Why does it cost only about 0.6 eV to move a hydrogen atom in one small silicon-containing molecule and more than five electronvolts in another? The forward barriers in the table span a factor of about nine. How far uphill the products lie explains a large part of this spread, but not all of it. The rest depends on how easily the products could find their way back.

Reactions of small silicon-containing molecules and ions, computed with Ansatz 0.2.0 at the Hartree-Fock/def2-SVP level without dispersion correction. The barriers come from climbing-image nudged elastic bands between relaxed ends, and the force limit applies to the band. All energies are electronic, without zero-point terms.

```
  system      orbitals  charge  spin multiplicity  force component limit                         bonds made and broken  barrier forward (eV)  barrier backward (eV)  reaction energy (eV)
  F2HSi2    restricted     1 e                  1       0.05 eV/angstrom                        Si-H made, Si-H broken                 0.604                  0.623                -0.019
   BH7Si    restricted     0 e                  1       0.05 eV/angstrom  B-Si made, H-H made, B-H broken, H-Si broken                 1.109                  0.419                 0.690
  CH2NSi  unrestricted     0 e                  2       0.05 eV/angstrom                          C-H made, N-H broken                 2.204                  2.002                 0.202
 C2H8OSi    restricted     0 e                  1       0.05 eV/angstrom             O-H made, Si-O broken, C-H broken                 3.712                  0.456                 3.257
CH4BFOSi    restricted     0 e                  1       0.03 eV/angstrom                          O-H made, C-H broken                 3.773                  2.621                 1.152
 H5O2Si2    restricted     1 e                  1       0.05 eV/angstrom                         O-H made, Si-H broken                 4.276                  2.203                 2.074
CH7BO2Si    restricted     0 e                  1       0.03 eV/angstrom              O-H made, B-O broken, B-H broken                 5.574                  0.788                 4.786
```

The forward barrier is the climb from the reactants to the highest point of the path, and the backward barrier is the climb to the same point from the products. The two differ by the reaction energy:

forward barrier = reaction energy + backward barrier

This is bookkeeping and holds for any path. It is useful because its two terms have different chemical origins: the first measures how poor the products are in bonding, the second how awkward the passage is once that price has been paid.

The bond list already tells much about the first term. The two most uphill reactions, C2H8OSi and CH7BO2Si, break two bonds and make only one. C2H8OSi gives methanol and a silene, in which a silicon–carbon double bond recovers part of the loss. CH7BO2Si leaves a borylene, a boron atom with a single bonded neighbour, which has no such compensation, and its reaction energy of 4.8 eV is the highest in the table. At the other end, F2HSi2 replaces one Si-H bond by another and comes out level within the accuracy of the method. CH4BFOSi and H5O2Si2 also keep the number of bonds, yet they end 1.2 and 2.1 eV uphill. By electron counting, the hydrogen that moves to oxygen leaves a lone pair on a carbon or silicon atom with one bonded neighbour fewer, a loss that the bare count doesn't show. In CH4BFOSi the neighbouring boron has an empty orbital that can take a share of this pair. The C-B distance does shrink from 1.59 Å at the start to 1.44 Å at the top of the path, and this may help to make that reaction the less uphill of the two.

Yet the reaction energy doesn't fix the order. CH2NSi is less uphill than BH7Si by about 0.5 eV, but its forward barrier is higher by 1.1 eV. C2H8OSi and CH4BFOSi make the point more sharply. Their forward barriers agree to 0.06 eV, too close to rank at this level of theory, while their backward barriers differ by more than 2 eV. One has costly products and an easy return, the other cheaper products and a hard return.

Apart from F2HSi2, which is taken up below, the easy returns belong to BH7Si, C2H8OSi and CH7BO2Si, with a mean backward barrier near 0.55 eV. In these three reactions a bond between heavier atoms is made or broken besides the bonds of the moving hydrogen, and the products are two partners no longer bonded to each other. On the way back, one partner can offer electrons to an empty or weakly filled orbital of the other. Standard bonding theory says that this new donor bond pays for part of the O-H or H-H bond that has to be opened.

The shapes at the top of the path fit this picture. In BH7Si the moving hydrogen is only 1.25 Å from boron, so the hydrogen molecule about to leave is still held by the boron atom. In C2H8OSi the oxygen of the nascent methanol remains within bonding reach of silicon, at 1.86 Å. In CH7BO2Si the B-O distance has grown from 1.36 Å to only 1.62 Å, although this bond is broken in the product. Seen from the product side, the donor bond is largely in place before the hydrogen has finished its move.

A simpler system shows the first half of this process: water approaching borane, BH₃. The oxygen lone pair enters the empty orbital of boron, and a bond forms without any other having to break first. The returning silanol can approach the borylene in a similar way, but the analogy is only partial. The relaxed product has no B-O bond, so the table gives no sign of a stable adduct like that of water and borane. The silanol must also give up its hydrogen, which can leave a barrier.

In CH2NSi, CH4BFOSi and H5O2Si2 the atom that loses the hydrogen and the atom that receives it stay bonded throughout. Their mean backward barrier is about 2.3 eV. The bond between these two atoms already exists in the product. It may grow stronger on the way back, but no new bond forms between them to help pay for the return. The hydrogen must cross a tight triangle, in which its old bond is weakened before the new one is well directed.

The tight triangle might seem a sufficient explanation, but CH7BO2Si speaks against that. Its angle at the moving hydrogen is 77°, close to the 75° of H5O2Si2, and in both reactions the return takes a hydrogen from oxygen. Even so, the backward barriers are 0.8 and 2.2 eV. The likely reason is the starting point of the return: the borylene has yet to gain its bond to oxygen, whereas the silicon in H5O2Si2 already has it. The two rows also differ in charge and in the element that takes the hydrogen back, so the comparison supports this reading without isolating it.

F2HSi2 is the real exception. It is a shift between two bonded atoms with a tight triangle at the top, yet its backward barrier lies about 1.7 eV below the mean of the other three shifts. Positive charge alone can't be the reason, since H5O2Si2 carries the same charge and has a high barrier. What sets F2HSi2 apart is that the hydrogen passes from silicon to silicon. In the reactant both atoms are short of electrons, and in the product the silicon that lost the hydrogen still is. At either end of the path an orbital is thus free to share the bonding pair, so the new bond can form while the old one gives way, much as in the easy hydride shifts of carbocations. The shape at the top agrees with this: the hydrogen is 1.57 Å from its new silicon, little more than the 1.50 Å of the bond it had at the start. The argument still rests on electron counting and on a single row.

These ideas can be condensed into a deliberately coarse model. Each reaction keeps its computed reaction energy, and the backward barrier takes one of two constant values: one for reactions in which a further bond changes, one for pure hydrogen shifts. Fitted to all seven rows, the constants are 0.55 and 1.86 eV. For CH7BO2Si, which was part of the fit, the estimate is

forward barrier ≈ 4.79 eV + 0.55 eV = 5.34 eV

against a computed 5.57 eV. The error of 0.23 eV looks small beside the forward barrier, but the model supplies only the backward part, and there it amounts to about 30 % of the computed 0.79 eV.

Over all rows the typical error is 0.6 eV, and the worst case is F2HSi2, whose barrier is overestimated by 1.2 eV. A single straight line between forward barrier and reaction energy, the Bell-Evans-Polanyi relation, has a typical error of 0.8 eV. Sorting the reactions by the angle at the hydrogen instead of by the bond list gives 0.7 eV, so the fits alone hardly separate these two explanations. The two families were also chosen with the results in view, which makes the model a summary of seven reactions and no independent test. The printed output after this text gives the fits and the shapes at the top.

The heights themselves deserve less trust than the large contrasts. Hartree-Fock theory leaves out electron correlation and usually makes such barriers too high, and zero-point motion, which often lowers the barrier of a hydrogen transfer, is not included. Six of the reactions were computed with paired electrons even where bonds are half broken, which can raise the top further. In CH2NSi, the one radical, the spin state at the top is visibly impure. The path of C2H8OSi has several poorly resolved maxima, so its low backward barrier is the least certain of the three. Each value belongs to the path that was found, and a lower one may exist. The number of downhill vibrations at each top isn't given either, so it isn't confirmed that the tops are true transition states.

Silanes and boranes serve as sources of silicon and of dopant boron when semiconductor films are grown from the gas. BH7Si, in which borane and silane join and release hydrogen, has the lowest forward barrier of the neutral reactions here, about 1.1 eV. The reason follows the main line: it makes as many bonds as it breaks, and boron's empty orbital holds the departing hydrogen. On a growing film the surface offers other paths, which this gas-phase barrier doesn't describe.

For a related reaction, two questions therefore give a first guess. The first is whether the products have lost a bond or kept the count: in these rows a lost bond goes with more than three electronvolts uphill, a kept count with anything from zero to about two. The second is whether the products can gain a new donor bond on their way back. If they can, the forward barrier in these rows lies roughly half an electronvolt above the reaction energy; if the two atoms exchanging the hydrogen are already bonded, it lies two electronvolts or more above it, with F2HSi2 as the exception.

Numerical output:

```
Shape of the top and share of reaction energy:
       row  H to atom left (A)  H to atom joined (A)  atom left to atom joined (A)  angle at H (deg)  reaction energy / forward barrier (%)
    F2HSi2               2.138                 1.566                         2.314             75.59                                 -3.146
     BH7Si               1.981                 1.065                         2.908             143.7                                  62.22
    CH2NSi               1.383                 1.194                         1.194              54.6                                  9.165
   C2H8OSi               1.721                 1.086                         2.511             125.4                                  87.74
  CH4BFOSi               1.211                 1.216                         1.252             62.07                                  30.53
   H5O2Si2               1.623                 1.284                         1.783             74.64                                   48.5
  CH7BO2Si               1.462                 1.077                         1.616             77.37                                  85.86
fit of barrier_backward on 7 rows: constant 1.862 +/- 0.34, coefficient of parts -1.308 +/- 0.52; rms 0.577, worst F2HSi2 1.24, leave-one-out rms 0.773
fit of barrier_backward on 7 rows: constant 0.4375 +/- 0.56, coefficient of ring 1.21 +/- 0.67; rms 0.673, worst F2HSi2 1.02, leave-one-out rms 0.841
fit of barrier_forward on 7 rows: constant 1.514 +/- 0.55, coefficient of reaction_energy 0.8774 +/- 0.23; rms 0.844, worst CH4BFOSi -1.25, leave-one-out rms 1.08
Rank correlation of forward barrier with reaction energy: 0.8571
CH2NSi less BH7Si, forward barrier (eV): 1.095
CH2NSi less BH7Si, reaction energy (eV): -0.488
CH4BFOSi less C2H8OSi, forward barrier (eV): 0.061
CH4BFOSi less C2H8OSi, return barrier (eV): 2.165
Mean return barrier, rows with a further bond change (eV): 0.5543
Mean return barrier, hydrogen shifts without F2HSi2 (eV): 2.275
F2HSi2 return barrier below that mean by (eV): 1.652
CH7BO2Si, B-O length at the start (A): 1.355
C2H8OSi, Si-O length at the top (A): 1.859
BH7Si, boron to moving hydrogen at the top (A): 1.25
```
